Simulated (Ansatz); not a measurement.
**Ionic part of the dielectric constant of BP at 9 GPa, mode by mode**

Level of theory: Ansatz 0.2.0, DFT LDA, scalar-relativistic, plane waves, PAW. Plane waves to 420 eV; Γ-centred k mesh 10×10×10; fixed occupations. No spin polarisation. Phonons by linear response, acoustic sum rule imposed.

Symmetry: F-43m, No. 216, cubic system. Conventional cell: a = 4.421 Å, b = 4.421 Å, c = 4.421 Å, α = 90.00°, β = 90.00°, γ = 90.00°. B (site symmetry -43m) has 4 P at 1.91 Å as nearest neighbours. P (site symmetry -43m) is surrounded by 4 B at 1.91 Å.

The primitive cell has V = 21.60 Å³ and ε∞,yy = 9.167. Each polar mode adds Δε = (4.92064×10⁷/V)·S/ν² along y, with S its oscillator strength in e²/amu, ν in cm⁻¹ and V in Å³.

Problem. From these modes, find each Δε and ε0,yy.
| ν (cm⁻¹) | S_yy (e²/amu) |
| --- | --- |
| 860.3 | 0.07857 |

Solution.
```csv
ν (cm⁻¹),Δε
860.3,0.24
```

The sum is 0.242, so ε0,yy = 9.41; the run's tensor has 9.41.

Problem. Where do the longitudinal modes lie for a wave vector along y?

Solution. At 872 cm⁻¹. The Lyddane–Sachs–Teller product Π(ν_LO/ν_TO)² = 1.03 matches ε0/ε∞ = 1.03.

Cost: 1 run of about 0.76 core-minutes, on Intel Xeon Processor @ 2.50GHz (Skylake/Cascade Lake) (shared hosts).

The static dielectric response of compressed BP is almost entirely electronic: the lattice adds only 0.242 to an ε∞ of 9.167. This reflects the nearly covalent B–P bond. The two elements differ little in electronegativity, so displacing the sublattices against each other produces only a small dipole, and the oscillator strength is correspondingly weak. Stiff, short bonds and the light boron atom also put the mode at 860.3 cm⁻¹. Of these, only the stiffness suppresses the ionic term further; the atomic masses cancel between the oscillator strength and the squared frequency.

The same weak polarity explains why the longitudinal mode lies so close to the transverse one, with the strong electronic screening reducing the macroscopic field that separates them. Cubic symmetry makes the dielectric response isotropic, so the result for y holds for every direction. The Lyddane–Sachs–Teller agreement shows internal consistency rather than accuracy against experiment. With a single pressure computed, the numbers don't show whether compression strengthens or weakens the bond's polarity.
